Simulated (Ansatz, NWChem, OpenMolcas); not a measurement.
**Computed against measured: dipole moment**

9 molecules; the dipole moment in D, computed less measured. Shapes, held fixed at every level: PBE0-D4/def2-TZVP. No vibrational averaging. Dipoles are compared by magnitude; molecules under 1 D, whose direction can flip, are left out. Programs: Ansatz 0.2.0, NWChem 7.3.0, OpenMolcas 26.06. A level may come from different programs for different species; with the same settings they agree closely. Measured values: NIST CCCBDB.

Levels: A = PBE/6-311+G**; B = r2SCAN-D4/def2-TZVPP; C = wB97M-V/def2-TZVPP.

```
                      molecule  measured      A      B      C
       HOF (hypofluorous acid)      2.23  -0.20  -0.30  -0.27
           H2CO (formaldehyde)      2.33  -0.06  -0.10   0.00
  PF3 (phosphorus trifluoride)      1.03  +0.15  -0.18  +0.04
SiH2Cl2 (dichlorosilane (DCS))      1.13  +0.34  -0.02   0.00
     SO2F2 (sulfuryl fluoride)      1.12  -0.21  +0.02  +0.04
               CH4O (methanol)      1.70  +0.09  -0.10  -0.06
        C2H4F2 (SMILES CC(F)F)      2.27  +0.01  -0.13  -0.08
          C2H5Cl (SMILES CCCl)      2.05  +0.07  +0.05  -0.01
        C3H4O (cyclopropanone)      2.67  +0.21  +0.22  +0.27
```

Q: Which level does best on this set, which worst, and which err to one side?

A: 
| level | kind | mean error | mean absolute error | worst case |
| --- | --- | --- | --- | --- |
| PBE/6-311+G** | GGA | +0.044 | 0.149 | SiH2Cl2 |
| r2SCAN-D4/def2-TZVPP | meta-GGA | -0.060 | 0.124 | HOF |
| wB97M-V/def2-TZVPP | range-separated hybrid | -0.008 | 0.086 | HOF |

On this set wB97M-V/def2-TZVPP has the smallest mean absolute error and PBE/6-311+G** the largest. Without SiH2Cl2 the largest would be that of r2SCAN-D4/def2-TZVPP. PBE/6-311+G** is too high in 6 of 9; r2SCAN-D4/def2-TZVPP is too low in 6 of 9. The levels differ in basis as well as in method. The tabulated value of HOF is in doubt (older tables, estimates, or at odds with other calculations) and kept here. Over the 8 molecules whose values aren't doubted the mean absolute errors are A 0.143; B 0.103; C 0.062. The largest two are near a tie. The set is small.

The advantage of wB97M-V over PBE comes almost entirely from the three molecules with a second-row central atom, PF3, SiH2Cl2 and SO2F2. For the carbon compounds the two levels are about equally accurate. In PF3 and SO2F2 the net dipole is a small remainder of larger opposing contributions, from the phosphorus lone pair against the P–F bonds and from the S=O against the S–F bonds, so a slight change in charge distribution shows up strongly.

In the shared def2-TZVPP basis, wB97M-V gives a larger dipole than r2SCAN for every molecule except chloroethane, probably because its exact exchange holds more charge on the electronegative atoms. The shift is largest in PF3, where it turns an error of -0.18 into +0.04.

Cyclopropanone behaves differently: all three levels overshoot by similar amounts, from +0.21 to +0.27. This suggests a common origin, such as the fixed geometry, neglected vibrational motion or the measured value itself, rather than a failing of any one functional, so this molecule says little about their relative merit.
